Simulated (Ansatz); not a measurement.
A surface is cut from this relaxed crystal of Pt:

```
CELL_PARAMETERS angstrom
0.00000 1.98506 1.98506
1.98506 0.00000 1.98506
1.98506 1.98506 0.00000
ATOMIC_POSITIONS crystal
Pt 0.00000 0.00000 0.00000
```

Miller indices refer to the conventional cell of Fm-3m (No. 225), a = 3.970 Å, b = 3.970 Å, c = 3.970 Å, α = 90.00°, β = 90.00°, γ = 90.00°.

The (100) slab of 6 planes, 9.9 Å thick with 15 Å of vacuum as cut; outer planes Pt (top) and Pt (bottom).

All numbers below come from DFT PBE, scalar-relativistic, plane waves, PAW (Ansatz 0.2.0). Plane waves to 420 eV, a k mesh through Γ of 12×12×1 on the computed 6-atom cell and Gaussian smearing (0.10 eV); no spin polarisation. The cell repeats along c with a dipole correction in the vacuum.

With the atoms at the bulk's places:

```json
{
  "Surface energy (mean of both faces)": "1.85 J/m²",
  "Work function": "5.66 eV"
}
```

Problem. What changes when all atoms relax?

Solution. The energy falls by 0.017 J/m² a face, and the largest move is 0.06 Å.

| Property | Result |
| --- | --- |
| Surface energy (mean of both faces) | 1.83 J/m² |
| Work function | 5.65 eV |

| plane (bottom to top) | atoms | spacing to next, bulk (Å) | relaxed (Å) | change (%) |
| --- | --- | --- | --- | --- |
| 1 | Pt | 1.985 | 1.937 | -2.4 |
| 2 | Pt | 1.985 | 1.974 | -0.5 |
| 3 | Pt | 1.985 | 1.981 | -0.2 |
| 4 | Pt | 1.985 | 1.974 | -0.5 |
| 5 | Pt | 1.985 | 1.937 | -2.4 |
| 6 | Pt |  |  |  |

Slabs this thin can still miss converged surface energies by a few hundredths of a J/m² and work functions by about a tenth of an eV.

Spin-orbit coupling is left out, which matters for the bands of heavy elements.

γ = (E_slab − N·E_bulk)/2A = 1.805 eV / (2 × 7.88 Å²) = 114.5 meV/Å² = 1.83 J/m², with N = 6 atoms. The cut crosses 4 bonds a cell (neighbours within 10 % of the shortest distances), so each costs 0.45 eV on this count. The top spacing shrinks by 2.4 %, as is usual at a metal's surface, where atoms that lost neighbours bind closer to those left.

Relaxation barely alters this surface: the energy falls by only 0.017 J/m² a face, so nearly all the cost of the surface comes from lost bonds. The contraction is largest in the outer spacing and fades inward, as expected where metallic screening confines the disturbance to the outer planes. The work function hardly responds, which suggests that the small inward shift leaves the surface dipole almost unchanged.

The 0.45 eV per cut bond is not a fixed pair energy. In a transition metal, d-band cohesion grows more slowly than the number of neighbours, so the bonds that remain strengthen when others are lost. This makes the cut cheaper than an equal share of the cohesive energy per bond would imply, and also pulls the outer plane inward.

Clean Pt(100) is known to reconstruct into a denser, quasi-hexagonal top layer, which a cell with one atom per plane cannot form. The relaxed structure therefore describes the unreconstructed surface, not the stable clean termination.
